How void drift and void rounding respond to the ingredients of the phase-field model

A simulation of a void in a metal line contains numerical choices (interface width, potential, mobility function, void conductivity) next to physical ones (temperature, void size and shape). The question is which way, and by how much, the drift velocity and the rounding rate of a void move when one of these is changed and the rest are held fixed. The sharp-interface limit answers it without a simulation.

1. Model and limit

The order parameter is u = +1 in the metal and u = −1 in the void, the atom density is (1 + u)/(2Ω) with Ω the atomic volume, and elastic energy is left out. The free energy is

𝓕 = ∫ A[(ε/2)|∇u|² + W(u)/ε] dV,  W = (1 − u²)²/4.  (1)

The chemical potential per atom is μ = 2ΩA[−ε∇²u + W′(u)/ε]. The force of the current on an atom is −Z*e∇φ, with e > 0 and Z* < 0 for the electron wind. Then

(1/2Ω) ∂u/∂t = ∇·[(B/ε) m(u) ∇w],  w = μ + Z*eφ,  m = (1 − u²)²,  ∇·[σ(u)∇φ] = 0,  (2)

with B in J⁻¹ s⁻¹ and σ running from σm in the metal to σv = λσm in the void.

Let z be the distance from the level set u = 0, positive into the metal, ζ = z/ε, κ the sum of the principal curvatures, positive where the metal is convex, and vn the velocity of the surface toward the void. Near the surface ∇²z ≈ −κ, so μ = 2ΩA[(−u_ζζ + W′)/ε + κu_ζ + …].

At order 1/ε, u₀″ = W′(u₀), so u₀ = tanh(ζ/√2), and the excess energy is

γ = A∫u₀′² dζ = A∫₋₁¹ √(2W) du = (2√2/3)A.  (3)

The leading orders of (2) make φ₀ and w₀, and hence μ₀, independent of ζ. The next order of the current equation makes σ∂φ/∂z continuous between the phases. At order 1, μ₀/(2ΩA) = −u₁″ + W″(u₀)u₁ + κu₀′. Multiplying by u₀′ and integrating removes u₁, because u₀′ is the zero mode of the operator acting on it. This leaves μ₀/(ΩA) = κ∫u₀′² dζ, that is μ₀ = Ωγκ.

In the frame of the surface ∂u/∂t = vn u₀′/ε. Integrating (2) across the layer gives

vn/Ω = Ms∇s²w₀ + [(B/ε) m ∂w/∂z] taken between the two edges,  Ms = B∫m(u₀) dζ.  (4)

For m = (1 − u²)² the integral is √2∫sech⁴x dx = 4√2/3. The bracket is a leak through the bulk. There u = ±1 + δ, and W″(±1) = 2 gives δ = εμ/(4ΩA), which is (√2/6)εκ for μ = Ωγκ. Hence m ≈ 4δ², the bracket is of order ε, and in the limit

vn = ΩMs∇s²(Ωγκ + Z*eφ),  Ms = (4√2/3)B.  (5)

Calibration to a surface diffusivity Ds acting in a layer δs sets Ms = Dsδs/(Ωk_BT).

2. Two observables and a reference case

Take a cylindrical void of radius R in a large conductor, with far field E₀ along x normal to its axis. Continuity of φ and of normal current gives a uniform inner field E_in = 2E₀/(1 + λ), so φ = −E_in R cosθ on the surface and ∇s²φ = E_in cosθ/R. The curvature is uniform. Rigid motion at velocity V along x means vn = −V cosθ, which has the same angular form, so

V = −2ΩMsZ*eE₀/[(1 + λ)R].  (6)

For Z* < 0 the void moves along E₀, toward the cathode. Without field, a distortion r = R + a cos nθ has κ = −1/R − a(n² − 1)cos nθ/R², and (5) gives da/dt = −sₙa with

sₙ = Ω²Msγ n²(n² − 1)/R⁴.  (7)

The ratio of wind to capillarity is χ = |Z*|eE₀R²/(Ωγ); for λ = 0 it equals 6|V|/(s₂R). V depends on Ms alone, s₂ on the product Msγ, and χ on γ but not on Ms.

As given inputs, typical or approximate for copper, take Ω = 1.18×10⁻²⁹ m³, γ = 1.5 J/m², Z* = −5, resistivity 3.5×10⁻⁸ Ω m at T = 573 K, and an illustrative Dsδs = 1.0×10⁻²³ m³/s with activation energy 0.9 eV. Choose current density 2×10¹⁰ A/m², R = 100 nm, ε = 2 nm and λ → 0. Then E₀ = 700 V/m, A = 1.59 J/m², Ms = 1.07×10²⁶ J⁻¹ s⁻¹, B = 5.68×10²⁵ J⁻¹ s⁻¹, and

V = 51 nm/h,  s₂ = 2.7×10⁻³ s⁻¹,  χ = 0.32.

These are values of the limit law. Corrections are of relative order ε/R = 0.02, with coefficients of order one that are not derived here, so a response of one or two percent cannot be read from (5).

3. Halving ε

Reasoning. A narrower layer carries atoms through half the cross-section, but the prefactor B/ε doubles, and the energy (1) is scaled so that γ does not contain ε. Nothing should change at leading order. Only the leak should shrink.

Calculation. Neither (3) nor (5) contains ε, so V, s₂ and χ stay. To size the leak, set ∂w/∂z ~ w/R and ∇s²w ~ w/R² in (4). With 4δ² = (2/9)(ε/R)² the ratio of leak to surface term is about ε/(6√2 R) = 0.118 ε/R for each phase. At the reference |δ| = 0.0047 and the ratio is 0.0024, and both halve with ε. The field can enlarge the leak. If the bulk μ builds up against Z*eφ over a cell of length L = 1 μm, it reaches |Z*|eE₀L, so |δ| reaches 0.015, larger by the factor χL/R = 3.2, and the leak ratio rises to about 0.024. If instead the bulk prefactor B/ε is held fixed while ε is halved, B and Ms halve, and V and s₂ fall by half for a purely numerical reason.

4. Doubling A, or doubling only the barrier

Reasoning. Doubling A scales both terms of (1). Their balance, and so the profile, is untouched: γ and s₂ double, V stays, χ halves. Doubling only the barrier, W → βW with β = 2, is different. The surface costs more energy, but the layer is also squeezed, and a thinner layer at the same B/ε carries fewer atoms. So V must fall although nothing electrical has changed, and in s₂ the two effects oppose each other.

Calculation. The profile becomes tanh(√β ζ/√2). Then γ = A∫√(2βW) du grows by √β and ∫m dζ shrinks by 1/√β. The change is the same as ε → ε/√β, A → √β A, B → B/√β in the original model. For β = 2, γ rises by 1.41 to 2.1 J/m², and Ms, V and χ fall by the factor 0.71, so V = 36 nm/h. The product Msγ = (16/9)AB is unchanged, and s₂ does not move at all. A code validated only on field-free rounding would not notice this change, while its drift would be 29 % low.

5. Changing the mobility exponent

Let m = (1 − u²)ᵖ for |u| ≤ 1, and for odd p let m = 0 outside that range.

Reasoning. All these functions equal 1 at the centre of the layer, and a larger p cuts the wings, so Ms falls as p rises. V and s₂ follow Ms together, while γ and χ stay. The bulk mobility goes as |2δ|ᵖ ∝ εᵖ against the prefactor 1/ε, so the leak scales as εᵖ⁻¹. Raising p suppresses it further. Lowering p to 1 makes it survive the limit, and since it opens a second path for atoms it should speed up the rounding.

Calculation. The profile integral is

∫m dζ = √2∫sech²ᵖx dx = √(2π) Γ(p)/Γ(p + ½),  (8)

which is 2√2, 4√2/3 and 16√2/15 for p = 1, 2, 3. For p = 3 at fixed B the factor is 4/5: V = 41 nm/h, and s₂ drops by 20 %.

For p = 1, (8) alone would give 3/2. Around a void κ = −1/R, so δ < 0 in both phases. In the void u would pass below −1, where m = 0. In the metal u < 1 and (B/ε)m = (B/ε)·2|δ| = √2B/(3R), independent of ε. Storing the bulk deviation takes only O(ε) atoms, so the bulk is quasi-steady. About the state with uniform μ = −Ωγ/R in a large closed cell, the perturbation is harmonic, μ′ ∝ (R/r)ⁿcos nθ. In (4) the leak term is then −(√2B/3R)(n/R)μ′ and the surface term −2√2B(n²/R²)μ′. They have the same sign and the ratio 1/(6n). For n = 2 the leak adds 8.3 %, and s₂ changes by (3/2)(13/12) = 1.625. Refining ε does not remove the extra 1/(6n), and rescaling B cannot absorb it because it depends on n. Under a field the same path carries a spurious bulk electromigration flux, and (6) no longer gives V. Lee, Münch and Süli (2016) showed that the quartic potential with this mobility has a bulk term at leading order. The exponent p = 2 is the lowest integer for which (5) holds.

6. Letting the void conduct

Reasoning. An insulating cylinder forces the current around it and doubles the tangential field at its flanks. A conducting interior takes part of the current, so the crowding weakens and V falls. At λ = 1 there is no crowding, and V is half its insulating value. For small λ the loss should be close to λ itself. Field-free rounding cannot respond.

Calculation. In the metal φ = −E₀[r + (1 − λ)R²/((1 + λ)r)]cosθ, which matches −E_in r cosθ inside, and (6) gives the factor 1/(1 + λ). For λ = 0.1 this is 0.91, a loss of 9.1 %, and V = 46 nm/h. This stands clear of the 2 % scale of the finite-width terms. A regularising λ = 0.01 costs 1.0 %, which those terms rival, so its net effect in a simulation at ε/R = 0.02 is not fixed by (6).

7. Changing the geometry

Reasoning. For a larger void the tangential field is the same, so the surface flux is the same, but the area to be moved grows with R: V ∝ 1/R. Rounding involves two derivatives in κ and two in ∇s², so s₂ ∝ R⁻⁴. Going from cylinder to sphere, the current passes on all sides and crowds less, 3/2 in place of 2. Against that, flux converges on each pole from two directions, which doubles the divergence. The second effect is larger, so the sphere should be faster.

Calculation. Doubling R gives factors 0.5 for V, 0.0625 for s₂ and 4 for χ, which becomes 1.3. For a sphere E_in = 3E₀/(2 + λ) and ∇s²cosθ = −2cosθ/R², so V = −3ΩMsZ*eE₀/R at λ = 0, a factor 1.5, or 77 nm/h. For r = R + aP_l(cosθ) the curvature changes by −a(l − 1)(l + 2)P_l/R² and ∇s² gives −l(l + 1)/R². The rate for l = 2 has the coefficient 24 in place of the 12 of (7), a factor 2. The derivation of γ and Ms is one-dimensional across the layer and does not change.

8. Raising the temperature by 50 K

Reasoning. Hold γ and the wind force Z*eE₀ fixed. Then T enters only through Ms ∝ exp(−Ea/k_BT)/T, so V and s₂ rise by one common factor and χ stays: the void passes through the same shapes on a faster clock. The logarithmic slope is Ea/k_BT − 1 = 17.2 at 573 K, and ln(623/573) = 0.0837, which suggests a factor 4.2. The slope declines with T, so this is an overestimate.

Calculation. The Arrhenius factor between 573 K and 623 K is 4.32 and the 1/T factor is 0.920, together 3.97, so V becomes 2.0×10² nm/h. In the phase-field model the change is made in B alone.

9. The responses together

Each entry is the ratio of the new value to the reference value in the limit ε → 0.

change | γ | Ms | V | s₂ | χ
ε halved, B fixed | 1 | 1 | 1 | 1 | 1
A doubled | 2 | 1 | 1 | 2 | 0.5
barrier doubled | 1.41 | 0.71 | 0.71 | 1 | 0.71
p = 3 | 1 | 0.80 | 0.80 | 0.80 | 1
p = 1 | 1 | 1.5 | not from (6) | 1.625 | 1
λ = 0.1 | 1 | 1 | 0.91 | 1 | 1
R doubled | 1 | 1 | 0.5 | 0.0625 | 4
sphere | 1 | 1 | 1.5 | 2 | 1
T = 623 K | 1 | 3.97 | 3.97 | 3.97 | 1

The changes fall into three kinds. Those that act on Ms alone (p = 3, temperature) rescale time and are undone by resetting B. Those that act on γ, on the field at the surface or on the geometry shift V/(s₂R) and so alter the competition between wind and capillarity. The step to p = 1 changes the form of the law. Rounding fixes only the product Msγ and drift fixes only Ms, so a calibration of A and B needs both tests, and rounding at two values of n exposes a leak through the bulk.